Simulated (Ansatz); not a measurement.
# Work function of a seven-layer Cu(100) slab with five functionals, three kinds of PBE dataset and relaxed layers

Copper has a filled 3d shell below the Fermi level and one 4s electron per atom spread through the metal, so a spin-paired calculation suits it. All nine rows describe the same clean (100) face; only the calculation changes.

The brief I set is a photocathode with this face towards vacuum. I need a level of theory for its emission threshold, to be used later on treated copper surfaces. My limits are a work function $\Phi$ within 0.2 eV of the compiled measured value for Cu(100), and at most 300 core-s for a slab of this size. $\Phi$ is the vacuum level outside the slab less the Fermi level, and the threshold is the longest wavelength whose photons carry that energy.

## How the numbers were made

Ansatz 0.2.0, plane-wave Kohn-Sham DFT, default PAW datasets unless a row names others, at cutoffs of 420 to 500 eV (1350 eV with the JTH PAW datasets, 1251.7 eV with the norm-conserving files). A symmetric 1×1 slab of 7 layers of fcc Cu(100) at the tabulated measured lattice constant, 18 Å of vacuum, dipole correction. Mesh 16×16×1, Fermi-Dirac smearing of 0.1 eV, spin-paired. Atoms stay at bulk places except in the relaxed row, where all layers move until forces are under 0.01 eV/Å. Scalar-relativistic. Times are CPU time on one shared host (Arm Neoverse N1), 4 threads.

Notes on method and selection:

- Slabs of this thickness leave size errors that can reach a tenth of an eV.
- All rows share the measured lattice constant, which is no functional's own.
- The default PAW files are generated under PBE; for other functionals their frozen cores are regenerated in the run.
- Times on a shared host are rough.
- The stored label of the relaxed runs says 'outer layers relaxed', but their inputs hold no constraint and the inner spacings move too.
- For magnetic slabs, a level is left blank or unlisted where its shift from PBE strays over 0.17 eV from the median shift of all faces, or its moment differs by over 0.45 μB an atom, as a sign of another magnetic state.
- Runs in which the search for lower states was switched off are not listed.
- Work functions and vacuum levels are read from the electrostatic potential (Hartree and local ionic parts), which a warning of a rough exchange-correlation potential in thin density does not concern.
- Error sizes named in these notes are rules of thumb and were not measured on these runs.
- The default PAW datasets of this version of Ansatz are the set soft_2.
- Runs that did not converge, have known faults or may not be shown are not listed, and runs on Ansatz's PAW sets soft_1 and soft_2 are kept to separate tables.

Columns:

- cutoff (eV): plane-wave cutoff.
- Φ (eV): work function: vacuum level outside the slab less the Fermi level.
- ΔΦ to PBE (eV): work function less that of the PBE row with default PAW datasets.
- CPU time (core-s): CPU time of the run.

## Results

| member | cutoff (eV) | Φ (eV) | ΔΦ to PBE (eV) | CPU time (core-s) |
| --- | --- | --- | --- | --- |
| LDA, norm-conserving files of PseudoDojo origin | 1252 | 4.917 | 0.377 | 760 |
| LDA, default PAW | 420 | 4.901 | 0.360 | 240 |
| PBEsol, default PAW | 420 | 4.657 | 0.116 | 240 |
| r2SCAN, default PAW | 500 | 4.543 | 0.003 | 560 |
| PBE, JTH PAW datasets | 1350 | 4.542 | 0.001 | 1100 |
| PBE, default PAW | 420 | 4.541 | 0.000 | 240 |
| PBE, default norm-conserving files | 1252 | 4.540 | 0.000 | 880 |
| PBE, layers relaxed | 420 | 4.524 | −0.017 | 530 |
| RPBE, default PAW | 420 | 4.365 | −0.175 | 240 |

## What drives the series

The functional matters far more than anything else in the table. With the default PAW datasets, $\Phi$ falls from 4.901 eV in LDA to 4.657 in PBEsol, 4.541 in PBE and 4.365 in RPBE, a span of 4.901 − 4.365 = 0.536 eV. PBEsol already makes 0.244 / 0.360 = 0.68 of the drop from LDA to PBE.

This order follows the weight that each functional gives to density gradients in exchange. LDA gives none, PBEsol a little and PBE more, while RPBE goes beyond PBE where the gradients are large. PBE and RPBE share their correlation and their small-gradient limit, so the 0.175 eV between them comes from exchange at larger gradients.

In $\Phi = V_\mathrm{vac} - E_F$ it is the second term that moves. Measured from the average electrostatic potential of the cell, the vacuum level hardly changes among these four functionals, while the Fermi level rises from LDA to RPBE. A change in the surface dipole is therefore not the main cause. The likely one is an exchange-correlation potential that binds the electrons at the Fermi level less strongly: a functional that rewards uneven density tends to raise the potential in the smoother regions between the atoms, where the 4s electrons spend much of their time.

Datasets matter much less. The three unrelaxed PBE rows lie between 4.540 and 4.542 eV, although they use PAW and norm-conserving files at very different cutoffs. Letting the layers move lowers the PBE value by 0.017 eV, about a thirtieth of the span between functionals.

## Residuals

r2SCAN does not fit on the gradient ladder, because it also uses the kinetic-energy density. Its $\Phi$ is 0.003 eV from that of PBE, which I read as a coincidence for this surface and not as a sign that the two functionals are alike. Its cutoff is 500 eV instead of 420.

The two LDA rows differ by 4.917 − 4.901 = 0.016 eV, more than the three unrelaxed PBE rows do among themselves. A possible cause is that the default PAW files were made under PBE and only their frozen cores are regenerated for LDA. The difference is too small to affect the order of the functionals.

The relaxed row deserves less trust in its shift than in its value, since its published levels were not confirmed. I take from it that relaxation is a matter of hundredths of an eV here, and leave the sign open.

## Against measurement

| member | quantity | measured | computed | computed − measured | conditions | source |
| --- | --- | --- | --- | --- | --- | --- |
| PBE, default PAW | Φ (eV) | 4.73 | 4.541 | −0.189 | compiled values differ between sources by a tenth of an eV or more; compiled experimental value; Cu(100) single-crystal face | [1] |

Sources:

[1] "Anisotropic work function of elemental crystals" (2019, arXiv:1902.07811)

PBEsol comes nearest to the compiled value and RPBE lies farthest from it. The measured value falls between the PBEsol and LDA results. With one face and one reference value, the comparison tests the absolute level only; whether these functionals reproduce the differences between copper faces is not shown in the table.

The PBE difference of −0.189 eV should not be read as the error of PBE alone. The finite slab may account for up to about 0.1 eV, in a direction the table does not show, and compiled values differ among themselves by 0.1 eV or more. Together these are as large as the difference, so I draw no conclusion about the sign of the PBE error. Relaxation does not close the gap: the relaxed slab gives 4.524 − 4.73 = −0.206 eV.

The real sample may contribute as well. Steps on a metal surface usually lower the work function, and adsorbed residues can shift it either way. The method of measurement and the state of the surface are not given with the compiled value, so I cannot correct for either.

## What the accuracy costs

Changing among LDA, PBEsol, PBE and RPBE costs nothing extra: each run takes 240 core-s. The other PBE datasets are expensive for what they change. The norm-conserving run takes 880 / 240 = 3.7 times as long and the JTH run 1100 / 240 = 4.6 times, for a shift of 0.001 eV or less. They are worth running once as a check on the default files.

Relaxation takes 530 / 240 = 2.2 times the fixed PBE run and moves $\Phi$ by 0.017 eV. r2SCAN, at 560 core-s and a higher cutoff, lands on the PBE value. For the work function of this clean face, neither repays its extra time, though relaxation may matter more once something is adsorbed.

## Meeting the brief

The cost limit comes first. It removes r2SCAN, the relaxed slab, the JTH row and both norm-conserving rows, and leaves four functionals with default PAW datasets at 240 core-s each.

Against the compiled 4.73 eV, their differences are:

- LDA: 4.901 − 4.73 = +0.171 eV
- PBEsol: 4.657 − 4.73 = −0.073 eV
- PBE: 4.541 − 4.73 = −0.189 eV
- RPBE: 4.365 − 4.73 = −0.365 eV

RPBE fails the limit of 0.2 eV and the other three pass.

The threshold wavelength is $\lambda = hc/\Phi$ with $hc = 1240$ eV nm. PBEsol gives 1240 / 4.657 = 266 nm, LDA 1240 / 4.901 = 253 nm and PBE 1240 / 4.541 = 273 nm, while the measured value corresponds to 1240 / 4.73 = 262 nm.

My pick is PBEsol, 4 nm from the measured threshold. The runner-up is LDA by the numbers, but its lead over PBE is only 0.189 − 0.171 = 0.018 eV, so I treat those two as tied.

For the light source I add a margin to the PBEsol value: 0.1 eV for the thickness of the slab and 0.1 eV for the scatter among compiled values. That gives 4.657 + 0.1 + 0.1 = 4.857 eV, or 1240 / 4.857 = 255 nm. A source at 255 nm or shorter is the cautious choice for the clean face.

The pick is easily overturned. The midpoint between PBEsol and LDA is (4.657 + 4.901) / 2 = 4.779 eV, which is only 4.779 − 4.73 = 0.049 eV above the compiled value. A reference value higher by more than that would make LDA the nearest. A thicker slab that lowered all the computed values by more than that would do the same. Both changes are within the stated uncertainties, so PBEsol is a working choice for this face and not a general ranking of functionals.

## Rules of thumb and their limits

For clean Cu(100) at the measured lattice constant, the choice of functional moves $\Phi$ by up to about half an eV, while the choice of dataset and relaxation each move it by less than 0.02 eV. Values from different functionals should therefore not be mixed when small shifts are compared.

The omitted effect that can exceed the whole span is a foreign layer on the surface. An alkali layer gives up charge to the metal, sets up a dipole that helps electrons out, and can lower $\Phi$ by more than the whole spread between functionals. For a treated photocathode, that layer matters more than the functional.
